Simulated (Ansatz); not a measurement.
# 5 guesses for BiTe₄ and where they end

The calculation used Ansatz, DFT PBE, scalar-relativistic, plane waves, PAW. Settings: cutoff 420 eV, Γ-centred meshes spaced at most about 0.3 Å⁻¹, and about 0.25 Å⁻¹ or finer for metals (2π included), Gaussian smearing. No spin polarisation in the final relaxations.

Each guess was relaxed in cell and atoms at zero pressure, within the symmetry of its start. These are static total energies at zero pressure. Coordination counts Te atoms around Bi (those within 1.25 times the shortest such distance or 1.15 times the sum of covalent radii).

| guess | made from | start group | V start (Å³/atom) | end group | V end (Å³/atom) | coordination at the end | gap on mesh (eV) | E over the lowest end (meV/atom) |
| --- | --- | --- | --- | --- | --- | --- | --- | --- |
| 1 | Hg4Pt type | Im-3m | 32.5 | Im-3m | 37.7 | Bi 8 | 0 | 144 |
| 2 | random cell | P6/mmm | 40.2 | P6/mmm | 43.2 | Bi 2 | 0 | 370 |
| 3 | PbF4 type | I4/mmm | 31.7 | I4/mmm | 35.3 | Bi 6 | 0 | 0 |
| 4 | SnI4 type | P-43m | 37.0 | P-43m | 36.9 | Bi 4 | 0 | 158 |
| 5 | OsCl4 type | Cmmm | 30.7 | ? | ? | ? | ? | ? |

Guess 5 as it starts:

Space group Cmmm (No. 65). a = 8.663 Å, b = 9.097 Å, c = 3.890 Å, α = 90.00°, β = 90.00°, γ = 90.00°
```csv
atom,site,symmetry,x,y,z
Bi,2a,mmm,0.0000,0.0000,0.0000
Te,4j,m2m,0.5000,0.6894,0.5000
Te,4g,2mm,0.2852,0.0000,0.0000
```

Question: Predict the end of this guess and its energy over the lowest end.

Answer: It ends in space group Cmmm (No. 65), with a = 8.155 Å, b = 9.441 Å, c = 4.536 Å, 34.9 Å³/atom and no gap; its coordination is Bi 6. It lies 28 meV/atom over the lowest end, above guess 3 and below guess 1. Counting Te atoms around Bi, this end and the lowest (guess 3) both have Bi 6. The lowest (guess 3) holds Te–Te pairs (shortest 2.95 Å); in this end the shortest Te–Te distance is 3.08 Å, near bonding range too.

Space group Cmmm (No. 65). a = 8.155 Å, b = 9.441 Å, c = 4.536 Å, α = 90.00°, β = 90.00°, γ = 90.00°
```tsv
atom	site	symmetry	x	y	z
Bi	2a	mmm	0.0000	0.0000	0.0000
Te	4h	2mm	0.7281	0.0000	0.5000
Te	4i	m2m	0.5000	0.8371	0.0000
```

Energies over the elements count from the elements' standard structures at the same level, with no fitted energy shifts.

Question: Is the lowest end bound against the elements?

Answer: No: its formation energy is +0.20 eV/atom. The separate elements lie lower, so it is unstable against them.

For metals, differences of a few meV/atom aren't resolved. These runs have no spin–orbit coupling, which can matter for Bi and Te. In I4/mmm, Cmmm, Im-3m, P-43m, P6/mmm an odd number of electrons in the primitive cell allows no gap without spin; a larger cell or a magnetic state could open one. A magnetic state wasn't ruled out in cells without spin, among them I4/mmm, Cmmm, Im-3m, P-43m, P6/mmm. The reference form of Te is held partly by dispersion forces, which this level lacks. Cells relaxed within their symmetry can be saddle points. A lower structure may well exist outside this small set. Some types were kept out of the candidates beforehand, so the set may lack a known form.

The two lowest ends both have six Te around Bi, while the four-, eight- and two-coordinate ends lie at least 144 meV/atom above the best. Compactness follows the same broad division but doesn't fix the order: guess 5 is denser than guess 3 yet higher, and guess 4 is denser than guess 1 yet higher.

The likely reason is electron count. The tetrahalide prototypes suit ligands that need one electron each, whereas Te needs two, far more than Bi can supply. Te–Te bonding lowers that demand, and the contacts of 2.95 and 3.08 Å suggest partial, delocalised bonds of this kind. Six neighbours also suit Bi, which bonds mainly through its p orbitals and keeps its 6s pair largely inert.

Even so, the best arrangement lies +0.20 eV/atom above the elements, so none of these five ends supports BiTe₄ as a ground-state compound. This fits the known preference of Bi and Te for Bi₂Te₃, where the electron count balances without Te–Te bonds. Without Te–Te distances for the other ends, the share of such bonding in the energy order remains open.
